**Hand rules for the polarisability and dispersion coefficients of argon cations**

The table holds coupled and uncoupled dipole polarisabilities, $C_6$ and $C_9$ of Ar+, Ar3+, Ar4+, Ar5+ and Ar6+ from spherical, spin-polarised, non-relativistic LDA-VWN5 linear response. The program tests the empirical rule $\alpha=14.1/(q+1)$ bohr³ together with the one-pole relations $C_6=\tfrac34\sqrt{0.70N_v}\,\alpha^{3/2}$ and $C_9=\tfrac34\alpha C_6$, and compares the first step with screened hydrogenic scaling with and without a 3s→3p term. Starting from the charge alone, the worst errors relative to the table are 1.8 % in $\alpha$, 4.4 % in $C_6$ and 8.6 % in $C_9$, with constants fitted to the same five rows. Screened $N_v/Z_{\rm eff}^4$ scaling misses by 30 % rms, and by 6 % once the 3s→3p term is added. The effective one-pole frequency peaks at Ar3+ and then falls, which is consistent with the opening of the soft 3s→3p channel as 3p empties.

Argon cations in the ground configurations listed by NIST, computed with radks 1 (radial solver with Libxc): non-relativistic, spin-polarised all-electron LDA (Slater exchange, VWN5 correlation), spherical densities, open shells at highest spin. Linear response from Sternheimer equations, with the Hartree and adiabatic LDA kernel except in the uncoupled column.

## The fit in Python

```python
# Table: static dipole polarisability (coupled, uncoupled), C6 and C9 of Ar cations; radks radial solver,
# spherical spin-polarised non-relativistic LDA-VWN5, Sternheimer response, atomic units.
# Tested: hand rule alpha=a/(q+1), C6=0.75*sqrt(k*Nv)*alpha^1.5, C9=0.75*alpha*C6; two screened-charge rivals.
T = {
    'ion': ['Ar+', 'Ar3+', 'Ar4+', 'Ar5+', 'Ar6+'],
    'Z': [18, 18, 18, 18, 18],
    'charge': [1, 3, 4, 5, 6],  # e
    'N': [17, 15, 14, 13, 12],
    'configuration': ['[Ne] 3s2 3p5', '[Ne] 3s2 3p3', '[Ne] 3s2 3p2', '[Ne] 3s2 3p1', '[Ne] 3s2'],
    'dipole_polarisability': [7.095, 3.589, 2.834, 2.327, 1.996],  # bohr³
    'uncoupled_dipole_polarisability': [11.11, 5.946, 4.775, 3.942, 3.317],  # bohr³
    'c6': [32.07, 9.717, 5.961, 3.775, 2.487],  # a.u.
    'c9_triple_dipole': [167.2, 25.46, 12.25, 6.352, 3.608],  # a.u.
    'screening': [0.639, 0.604, 0.594, 0.59, 0.602],
}
import numpy as np
from scipy.constants import physical_constants as pc
Eh = pc['Hartree energy in eV'][0]
ion = [str(s) for s in T['ion']]
keys = ['Z', 'charge', 'N', 'dipole_polarisability', 'uncoupled_dipole_polarisability', 'c6', 'c9_triple_dipole', 'screening']
Z, q, N, al, a0, c6, c9, sc = (np.array(T[k], float) for k in keys)
Nv = N - 10; h = 8 - Nv                      # M-shell electrons, 3p holes
Ze = Z - 2 - 8*0.85 - 0.35*(Nv - 1)          # Slater's rules for 3s3p
def row(lab, v, f='%8.3f'): print('%-30s' % lab + ''.join(f % x for x in v))
def err(lab, m, y):
    e = 100*(m/y - 1); i = int(np.argmax(abs(e)))
    print('%-30s' % lab + ''.join('%+8.1f' % x for x in e) + ' | rms %.1f worst %s' % (np.sqrt(np.mean(e**2)), ion[i]))
gm = lambda x: float(np.exp(np.mean(np.log(x))))
fl = lambda x: float(np.max(100*0.5*10**(np.floor(np.log10(x)) - 3)/x))
print('%-30s' % 'row' + ''.join('%8s' % s for s in ion))
print('rounding floor %%: alpha %.3f C6 %.3f C9 %.3f ratio %.2f' % (fl(al), fl(c6), fl(c9), 100*0.0005/sc.min()))
print('first/last row: alpha x%.2f uncoupled x%.2f C6 x%.1f C9 x%.1f' % (al[0]/al[-1], a0[0]/a0[-1], c6[0]/c6[-1], c9[0]/c9[-1]))
row('alpha*(q+1) [bohr3]', al*(q + 1), '%8.2f'); row('uncoupled*(q+1) [bohr3]', a0*(q + 1), '%8.2f')
a = gm(al*(q + 1)); p = np.polyfit(np.log(q + 1), np.log(al), 1)
print('fit a = %.2f bohr3; free power law: exponent %.3f, prefactor %.2f' % (a, p[0], np.exp(p[1])))
row('local exponent, step to next', np.diff(np.log(al))/np.diff(np.log(q + 1)))
A, K, S = 14.1, 0.70, 0.60                   # rounded hand constants
err('err% alpha=14.1/(q+1)', A/(q + 1), al)
err('err% same, leave-one-out a', np.array([gm(np.delete(al*(q + 1), i)) for i in range(len(q))])/(q + 1), al)
row('Slater Zeff', Ze, '%8.2f'); row('Nv', Nv, '%8.0f'); row('3p holes', h, '%8.0f')
x1, x2 = Nv/Ze**4, h/Ze**3
err('err% A: c*Nv/Zeff^4', gm(al/x1)*x1, al)
print('  A: c = %.0f; predicted fall first/last x%.1f' % (gm(al/x1), x1[0]/x1[-1]))
c = np.linalg.lstsq(np.c_[x1/al, x2/al], np.ones(len(al)), rcond=None)[0]
err('err% B: A + d*holes/Zeff^3', c[0]*x1 + c[1]*x2, al)
print('  B: c = %.0f, d = %.0f (constants trade off)' % (c[0], c[1]))
w = 4*c6/(3*al**2); f = al*w**2
row('omega=4C6/(3alpha^2) [Eh]', w); row('omega [eV]', w*Eh, '%8.1f')
row('f=alpha*omega^2', f, '%8.2f'); row('k=f/Nv', f/Nv)
print('fit k = %.3f; leave-one-out k from %.3f to %.3f' % ((gm(f/Nv),) + tuple(g([gm(np.delete(f/Nv, i)) for i in range(len(q))]) for g in (min, max))))
sk = lambda x, k: 0.75*np.sqrt(k*Nv)*x**1.5
err('err% C6, table alpha, k=1', sk(al, 1.0), c6); err('err% C6, table alpha, k=0.70', sk(al, K), c6)
row('C9/(0.75 alpha C6)', c9/(0.75*al*c6)); err('err% C9 from table alpha,C6', 0.75*al*c6, c9)
ra = A/(q + 1); r6 = sk(ra, K); r9 = 0.75*ra*r6
row('chain from q: alpha [bohr3]', ra); row('chain: C6 [au]', r6); row('chain: C9 [au]', r9, '%8.2f')
err('err% chain C6', r6, c6); err('err% chain C9', r9, c9)
err('err% alpha=0.60*uncoupled', S*a0, al)
print('coupled/uncoupled: mean %.3f, min %.3f (%s), max %.3f (%s)' % (sc.mean(), sc.min(), ion[int(sc.argmin())], sc.max(), ion[int(sc.argmax())]))
for s in ('Ar3+', 'Ar6+'):
    i = ion.index(s)
    print('worked %s: alpha %.3f (table %.3f), alpha^1.5 %.3f, f %.2f, sqrt f %.3f' % (s, ra[i], al[i], ra[i]**1.5, K*Nv[i], np.sqrt(K*Nv[i])))
    print('   C6 %.3f (table %.3f), C9 %.2f (table %.2f)' % (r6[i], c6[i], r9[i], c9[i]))
print('untested rule alpha [bohr3]: ' + ', '.join('q=%d %.2f' % (k, A/(k + 1)) for k in (0, 2, 7, 8)))
# further outputs of the same runs (Ar3+, Ar4+): levels in eV, radii in bohr, summed r^2 in bohr^2
sd, pd, pu = np.array([-62.5985, -79.3232]), np.array([-47.5394, -63.7667]), np.array([-51.5231, -66.8663])
rp, rs, r2 = np.array([1.38636, 1.32867]), np.array([1.29159, 1.25557]), np.array([12.0487, 9.19054])
g = pd - sd
print('Ar3+,Ar4+: 3s-3p down gap %.1f, %.1f eV (%.2f, %.2f Eh); 3p up deepens %.1f eV' % (g[0], g[1], g[0]/Eh, g[1]/Eh, pu[0] - pu[1]))
i3, i4 = ion.index('Ar3+'), ion.index('Ar4+')
print('Ar3+->Ar4+ change %%: r3p %.1f r3s %.1f sum r2 %.1f alpha %.1f omega %.1f' % tuple(100*(y[1]/y[0] - 1) for y in (rp, rs, r2, al[[i3, i4]], w[[i3, i4]])))
assert np.all(np.diff(al) < 0) and np.all(np.diff(c6) < 0)
assert ion[int(w.argmax())] == 'Ar3+' and np.all(np.diff(w[i3:]) < 0)
assert np.all(f < Nv) and np.all(sc < 1)
assert np.all((c9/(0.75*al*c6) > 0.9) & (c9/(0.75*al*c6) < 1.0))
```

Output:

```
row                                Ar+    Ar3+    Ar4+    Ar5+    Ar6+
rounding floor %: alpha 0.025 C6 0.020 C9 0.041 ratio 0.08
first/last row: alpha x3.55 uncoupled x3.35 C6 x12.9 C9 x46.3
alpha*(q+1) [bohr3]              14.19   14.36   14.17   13.96   13.97
uncoupled*(q+1) [bohr3]          22.22   23.78   23.88   23.65   23.22
fit a = 14.13 bohr3; free power law: exponent -1.014, prefactor 14.43
local exponent, step to next    -0.983  -1.058  -1.081  -0.995
err% alpha=14.1/(q+1)             -0.6    -1.8    -0.5    +1.0    +0.9 | rms 1.1 worst Ar3+
err% same, leave-one-out a        -0.5    -2.0    -0.4    +1.5    +1.4 | rms 1.3 worst Ar3+
Slater Zeff                       7.10    7.80    8.15    8.50    8.85
Nv                                   7       5       4       3       2
3p holes                             1       3       4       5       6
err% A: c*Nv/Zeff^4              +36.1   +32.0   +12.2   -13.4   -42.7 | rms 29.9 worst Ar6+
  A: c = 3507; predicted fall first/last x8.4
err% B: A + d*holes/Zeff^3        -9.0    +6.6    +5.4    +1.2    -6.1 | rms 6.2 worst Ar+
  B: c = 2207, d = 133 (constants trade off)
omega=4C6/(3alpha^2) [Eh]        0.849   1.006   0.990   0.930   0.832
omega [eV]                        23.1    27.4    26.9    25.3    22.6
f=alpha*omega^2                   5.12    3.63    2.78    2.01    1.38
k=f/Nv                           0.731   0.726   0.694   0.670   0.691
fit k = 0.702; leave-one-out k from 0.695 to 0.710
err% C6, table alpha, k=1        +16.9   +17.3   +20.1   +22.2   +20.3 | rms 19.4 worst Ar5+
err% C6, table alpha, k=0.70      -2.2    -1.8    +0.4    +2.2    +0.6 | rms 1.6 worst Ar5+
C9/(0.75 alpha C6)               0.980   0.973   0.967   0.964   0.969
err% C9 from table alpha,C6       +2.1    +2.7    +3.4    +3.7    +3.2 | rms 3.1 worst Ar5+
chain from q: alpha [bohr3]      7.050   3.525   2.820   2.350   2.014
chain: C6 [au]                  31.077   9.286   5.943   3.915   2.537
chain: C9 [au]                  164.32   24.55   12.57    6.90    3.83
err% chain C6                     -3.1    -4.4    -0.3    +3.7    +2.0 | rms 3.1 worst Ar3+
err% chain C9                     -1.7    -3.6    +2.6    +8.6    +6.2 | rms 5.2 worst Ar5+
err% alpha=0.60*uncoupled         -6.0    -0.6    +1.1    +1.6    -0.3 | rms 2.9 worst Ar+
coupled/uncoupled: mean 0.606, min 0.590 (Ar5+), max 0.639 (Ar+)
worked Ar3+: alpha 3.525 (table 3.589), alpha^1.5 6.618, f 3.50, sqrt f 1.871
   C6 9.286 (table 9.717), C9 24.55 (table 25.46)
worked Ar6+: alpha 2.014 (table 1.996), alpha^1.5 2.859, f 1.40, sqrt f 1.183
   C6 2.537 (table 2.487), C9 3.83 (table 3.61)
untested rule alpha [bohr3]: q=0 14.10, q=2 4.70, q=7 1.76, q=8 1.57
Ar3+,Ar4+: 3s-3p down gap 15.1, 15.6 eV (0.55, 0.57 Eh); 3p up deepens 15.3 eV
Ar3+->Ar4+ change %: r3p -4.2 r3s -2.8 sum r2 -23.7 alpha -21.0 omega -1.6
```
